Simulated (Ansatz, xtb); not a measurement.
**Relative energy of two isomers of H4SSe2Si**

Structure a: `S[SiH2][Se][SeH]`, a singlet. Structure b: `S[Se][SiH2][SeH]`, a singlet. Both are isolated molecules in the gas phase, relaxed with PBE0-D3(BJ)/def2-SVP; the shapes shown needn't be the lowest conformers.

a (Å):

```xyz
8

S     1.6710   -0.2413   -0.0421
Se    0.4085    1.0634   -3.2655
Se   -0.9592    2.2357   -1.7592
Si    0.6973   -0.7410   -1.8859
H     2.8492    0.0674   -0.6287
H     1.5104   -1.7097   -2.6810
H    -0.6154   -1.3126   -1.4847
H     0.1458    2.7066   -0.9036
```

b (Å):

| atom | x (Å) | y (Å) | z (Å) |
| --- | --- | --- | --- |
| S | -1.4880 | -0.9329 | -2.5376 |
| Se | 0.4018 | -0.0347 | -1.7603 |
| Se | 1.4768 | 0.4580 | 1.7559 |
| Si | -0.2317 | -0.2655 | 0.4277 |
| H | -1.0614 | -2.2176 | -2.5617 |
| H | -0.5668 | -1.6951 | 0.6870 |
| H | -1.3912 | 0.6129 | 0.7452 |
| H | 2.3263 | -0.6919 | 1.4055 |

Quicker runs give these differences E(b) − E(a): GFN2-xTB +0.148 eV; HF/STO-3G +0.035 eV (at GFN2-xTB geometries); r2SCAN-D4/def2-SVP +0.235 eV (at GFN2-xTB geometries).

Q: Estimate E(b) − E(a) at the level CCSD(T)/def2-SVP + ΔMP2/def2-TZVPP.

A: Calculated at CCSD(T)/def2-SVP + ΔMP2/def2-TZVPP: E(b) − E(a) = +0.223 eV, so structure a lies lower.

The same difference at several levels:

| level | geometry | E(b) − E(a) (eV) | departure from the last row (eV) | job, with rough time for the two |
| --- | --- | --- | --- | --- |
| GFN2-xTB | GFN2-xTB | +0.148 | −0.075 | optimisation, 2.4 s |
| HF/STO-3G | GFN2-xTB | +0.035 | −0.188 | single point, 6.3 s |
| r2SCAN-D4/def2-SVP | GFN2-xTB | +0.235 | +0.013 | single point, 20 s |
| PBE0-D3(BJ)/def2-SVP | PBE0-D3(BJ)/def2-SVP | +0.266 | +0.044 | optimisation, 4 min |
| HF/def2-SVP | PBE0-D3(BJ)/def2-SVP | +0.257 | +0.035 | part of the CCSD(T) run |
| MP2/def2-SVP | PBE0-D3(BJ)/def2-SVP | +0.283 | +0.061 | part of the CCSD(T) run |
| CCSD(T)/def2-SVP | PBE0-D3(BJ)/def2-SVP | +0.268 | +0.045 | single point |
| CCSD(T)/def2-SVP + ΔMP2/def2-TZVPP | PBE0-D3(BJ)/def2-SVP | +0.223 |  | single point, 2.6 min |

As drawn, b has 1 S–Se, 1 Se–Si in place of 1 S–Si, 1 Se–Se.

The levels shown agree on the order. The largest departure from CCSD(T)/def2-SVP + ΔMP2/def2-TZVPP is that of HF/STO-3G, 0.188 eV. The last row adds to CCSD(T) the change of the MP2 difference between the two basis sets, here −0.045 eV.

With harmonic frequencies from PBE0-D3(BJ)/def2-SVP (ideal gas, rigid rotor, one conformer each, 298.15 K, 1 atm): the zero-point term adds −0.003 eV; ΔH is +0.221 and ΔG +0.208 eV.

The correlated steps freeze 28 core orbitals; the filled d shell of Se is correlated, in a basis made for valence electrons. Codes used: Ansatz 0.2.0, xtb 6.7.1; the last row on 2 threads of AMD EPYC (Zen 3) on a shared host.

Structure a is favoured at every level, and the thermal terms barely alter that preference, as expected for isomers with the same numbers of Si–chalcogen, chalcogen–chalcogen and chalcogen–hydrogen bonds. The main cause is probably the stronger Si–S bond: sulfur is more electronegative than selenium, and its more compact valence 3p orbitals overlap better with those of silicon, so the bond gains both ionic and covalent strength. Replacing Se–Se by S–Se in b should recover part of this loss, but not all of it.

Hartree–Fock and CCSD(T) nearly agree in the def2-SVP basis, at +0.257 and +0.268 eV, so correlation largely cancels between the isomers. The much smaller gap with HF/STO-3G therefore points mainly to the minimal basis, which has too little freedom to describe polarised bonds to silicon. The energy difference is not a pure measure of bond strengths, since lone-pair donation into neighbouring σ* orbitals and the orientation of the chalcogen chain also contribute.
